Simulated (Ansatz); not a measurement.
## Pd: pressure and energy change per atom against volume scale

Results calculated with Ansatz 0.2.0, not measured. Plane-wave DFT, scalar-relativistic PAW made under PBE with cores redone for the functional, no dispersion; the given relaxed cell is scaled uniformly, energy at zero smearing counts from the unscaled cell, pressure at the given Fermi-Dirac smearing is positive in compression.

The cell before it is scaled or strained (space group P6_3/mmc, No. 194):
```
CELL_PARAMETERS angstrom
2.73880 0.00000 0.00000
-1.36940 2.37180 0.00000
0.00000 0.00000 4.61990
ATOMIC_POSITIONS crystal
Pd 0.33333 0.66667 0.25000
Pd 0.66667 0.33333 0.75000
```

Settings of every row: spin polarised yes; functional m-r2SCAN; wave cutoff 500 eV; smearing width 0.05 eV; k mesh 15x15x8.

Atom:
| element | starting moment (Bohr magneton) |
| --- | --- |
| Pd | 0.5 |
| Pd | -0.5 |

Limits: search for a lower magnetic state is off; the cell comes from a prototype or a list of computed structures and needn't be the stable phase.

| row | volume scale | V (Å³/atom) | pressure (GPa) | energy change per atom (meV) |
| --- | --- | --- | --- | --- |
| 1 | 0.88 | 13.205 | 32.87 | 158.68 |
| 2 | 0.92 | 13.805 | 18.94 | 63.29 |
| 3 | 0.96 | 14.405 | 8.18 | 13.89 |
| 4 | 1.04 | 15.605 | -6.49 | 13.42 |
| 5 | 1.08 | 16.206 | ? | ? |
| 6 | 1.12 | 16.806 | -15.06 | 98.01 |

Largest site moment is 0 Bohr magneton in every row.

Question: what pressure and energy change per atom should row 5 give?

Worked fit of pressure. Take u = (V_r/V)^(2/3) − 1 with V_r = 14.405 Å³ an atom, which is twice the finite (Eulerian) strain; such expansions in the strain, on which the Birch-Murnaghan equation of state is built, carry the rest volume and the bulk modulus. The shown rows have u = 0.0597, 0.02877, 0, -0.05195, -0.09767. Least squares give pressure = 8.261 + 344.91 × u + 1095.9 × u² GPa; a straight line predicts inner rows, each left out in turn, worse (root mean square 3.1 against 0.27 GPa). The rows lie off it by 0.11, -0.15, -0.08, 0.21, -0.09 (root mean square 0.14 GPa). The withheld row has u = -0.07553, so the fit gives 8.261 + 344.91 × (-0.07553) + 1095.9 × (-0.07553)² = -11.54 GPa.

The calculation gave -11.36 GPa. The fit lies 0.18 GPa (1.6 % of the value, 0.38 % of the column's range) below it; its largest miss of a shown row is 0.21 GPa.

Worked fit of energy change per atom. Take u = (V_r/V)^(2/3) − 1 with V_r = 14.405 Å³ an atom, which is twice the finite (Eulerian) strain; such expansions in the strain, on which the Birch-Murnaghan equation of state is built, carry the rest volume and the bulk modulus. The shown rows have u = 0.0597, 0.02877, 0, -0.05195, -0.09767. Least squares give energy change per atom = 14.959 + 1152.52 × u + 20623.5 × u² meV; a straight line predicts inner rows, each left out in turn, worse (root mean square 58 against 3.5 meV). The rows lie off it by 1.41, -1.90, -1.07, 2.68, -1.12 (root mean square 1.7 meV). The withheld row has u = -0.07553, so the fit gives 14.959 + 1152.52 × (-0.07553) + 20623.5 × (-0.07553)² = 45.56 meV.

The calculation gave 47.75 meV. The fit lies 2.19 meV (4.6 % of the value, 1.5 % of the column's range) below it; its largest miss of a shown row is 2.68 meV.
